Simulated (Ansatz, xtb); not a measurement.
## C4H7NSi2: which of two isomers lies lower

Structure I: `C#C[Si@@H]1C=C[SiH2]N1`, a singlet. Structure II: `N#CC[SiH2]C#C[SiH3]`, a singlet. Both are isolated molecules in the gas phase, relaxed with B3LYP-D3(BJ)/def2-SVP, each in the lowest conformer that the search found.

I (Å):

```tsv
atom	x (Å)	y (Å)	z (Å)
C	-3.1202	-1.0373	2.1119
C	-2.4562	-0.2972	1.4085
C	-1.1345	0.0834	-1.3540
C	0.1680	-0.1168	-1.6454
N	0.1976	0.9685	0.8668
Si	-1.4562	0.8247	0.3426
Si	1.3722	0.3882	-0.2889
H	-3.7039	-1.6934	2.7318
H	-2.1900	2.1212	0.2998
H	-1.9255	-0.1802	-2.0674
H	0.4712	-0.5485	-2.6081
H	2.1920	-0.7591	0.2082
H	2.3353	1.4391	-0.7402
H	0.4491	1.3122	1.7874
```

II (Å):

```xyz
14

C    -2.1045    3.4633   -0.1555
C    -1.8488    2.0659    0.1533
C    -0.0137   -0.3120   -0.1325
C     0.0888   -1.4895    0.1892
N    -2.2630    4.5791   -0.4284
Si   -0.2001    1.4524   -0.5957
Si    0.2537   -3.2598    0.6658
H    -2.6683    1.4386   -0.2347
H    -1.8160    1.9218    1.2459
H     0.9211    2.2499   -0.0356
H    -0.2499    1.5915   -2.0738
H     0.2554   -3.3683    2.1503
H    -0.8949   -4.0252    0.1086
H     1.5298   -3.7962    0.1196
```

Quicker runs give these differences E(II) − E(I): GFN2-xTB +0.772 eV; HF/STO-3G +0.332 eV (at GFN2-xTB geometries); r2SCAN-D4/def2-SVP +1.242 eV (at GFN2-xTB geometries).

**Question.** Estimate E(II) − E(I) at the level CCSD(T)/def2-SVP + ΔMP2/def2-TZVPP.

**Answer.** Calculated at CCSD(T)/def2-SVP + ΔMP2/def2-TZVPP: E(II) − E(I) = +1.313 eV, so structure I lies lower.

How the difference moves with the method:

```tsv
level	geometry	E(II) − E(I) (eV)	departure from the last row (eV)	job, with rough time for the two
GFN2-xTB	GFN2-xTB	+0.772	−0.542	optimisation, 0.18 s
HF/STO-3G	GFN2-xTB	+0.332	−0.982	single point, 0.2 s
r2SCAN-D4/def2-SVP	GFN2-xTB	+1.242	−0.071	single point, 1.2 s
B3LYP-D3(BJ)/def2-SVP	B3LYP-D3(BJ)/def2-SVP	+1.146	−0.168	optimisation, 15 s
HF/def2-SVP	B3LYP-D3(BJ)/def2-SVP	+0.987	−0.327	part of the CCSD(T) run
MP2/def2-SVP	B3LYP-D3(BJ)/def2-SVP	+0.927	−0.386	part of the CCSD(T) run
CCSD(T)/def2-SVP	B3LYP-D3(BJ)/def2-SVP	+0.932	−0.382	single point
CCSD(T)/def2-SVP + ΔMP2/def2-TZVPP	B3LYP-D3(BJ)/def2-SVP	+1.313		single point, 17 s
```

As drawn, II has 1 C≡N, 1 C–C, 2 Si–H in place of 1 C=C, 2 N–Si, 1 C–H, 1 N–H. Structure I has a 5-membered ring, II no ring.

None of the levels shown reverses the order. The largest departure from CCSD(T)/def2-SVP + ΔMP2/def2-TZVPP is that of HF/STO-3G, 0.982 eV. The last row adds to CCSD(T) the change of the MP2 difference between the two basis sets, here +0.382 eV, a large step that makes the value less sure.

With thermal terms from frequencies at re-optimised GFN2-xTB minima (ideal gas, soft modes damped towards free rotors, one conformer each, 298.15 K, 1 atm): the zero-point term adds −0.164 eV; ΔH is +1.194 and ΔG +1.064 eV.

The correlated steps freeze 15 core orbitals. Mirror images aren't counted in ΔG. Codes used: Ansatz 0.2.0, xtb 6.7.1; the last row on 4 threads of AMD EPYC 9R45 96-Core Processor (Zen 5) on a shared host.

Structure I is favoured mainly because it holds nitrogen in two strong, polar Si–N bonds. Together with the N–H and extra C–H bonds, these outweigh the nitrile π bonding and additional Si–H bonds of II. The nearly planar nitrogen in I fits the usual picture of silazanes, with strongly ionic Si–N bonds and some lone-pair donation into silicon-centred σ* orbitals. Ring strain should cost little, since the long bonds to silicon ease closure of the five-membered ring.

In the def2-SVP basis, Hartree–Fock, MP2 and CCSD(T) nearly agree, so the net correlation contribution to the difference is small. The larger basis matters more, probably because it better describes polarisation around the Si–N bonds.

Zero-point energy works against I, as expected when stiff N–H and C–H stretches replace softer Si–H ones. Entropy also favours the open-chain, more flexible II, but neither effect overturns the preference. The energy ordering doesn't establish whether II would convert readily into I, which depends on the barriers for extensive bond rearrangement.
